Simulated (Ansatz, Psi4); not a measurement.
## How methods differ on CF+ (SMILES [C+]F)

CF+: 2 atoms, total charge +1, spin state singlet. As SMILES, `[C+]F`. The shape is that of a PBE0-D4/def2-TZVP optimisation.

```xyz
2

C     0.4923   -0.1608    0.2532
F    -0.4923    0.1608   -0.2532
```

Each level gives the vertical ionisation energy (to the doublet dication) (eV). The values are calculated.

```tsv
level	kind	program	value (eV)	CPU time (all runs)
BLYP/aug-cc-pVTZ	GGA	Ansatz	25.63	4.2 s
M06-L/aug-cc-pVTZ	meta-GGA	Psi4	25.51	73 s
r2SCAN0/aug-cc-pVTZ	hybrid meta-GGA	Ansatz	25.69	7.3 s
CAM-B3LYP/aug-cc-pVTZ	range-separated hybrid	Psi4	25.99	64 s
wB97M-V/aug-cc-pVTZ	range-separated hybrid	Psi4	25.97	89 s
RPA@PBE0/aug-cc-pVTZ	RPA	Ansatz	26.08	6.8 s
MP3/aug-cc-pVTZ	perturbation theory	Psi4	25.99	45 s
CCSD/aug-cc-pVTZ	coupled cluster or CI	Ansatz	25.93	10 s
```

The values span 25.51 to 26.08 eV. CPU times are rough (shared hosts, several kinds of processor): they show what a rung costs within a factor of a few.

All levels place the second electron removal near 26 eV, and the choice of method shifts it only modestly. The large value is mainly electrostatic: the electron leaves a system that is already positive, and the remaining electrons screen the nuclei less. CF+ is isoelectronic with CO, so the electron probably comes from the carbon-centred σ lone pair, which the positive charge and the electronegative fluorine hold tightly.

The two semilocal functionals give the lowest values, r2SCAN0 lies just above them, and the range-separated hybrids fall close to MP3 and CCSD. This probably reflects how each treats exchange and correlation as the lone pair is opened, but the functionals differ in too many ways to credit exact exchange alone. Nor does the value rise steadily with sophistication: M06-L lies below BLYP, and RPA lies above CCSD. Because the energies are vertical, they don't show whether the dication is bound or separates into C+ and F+ once its nuclei can move.
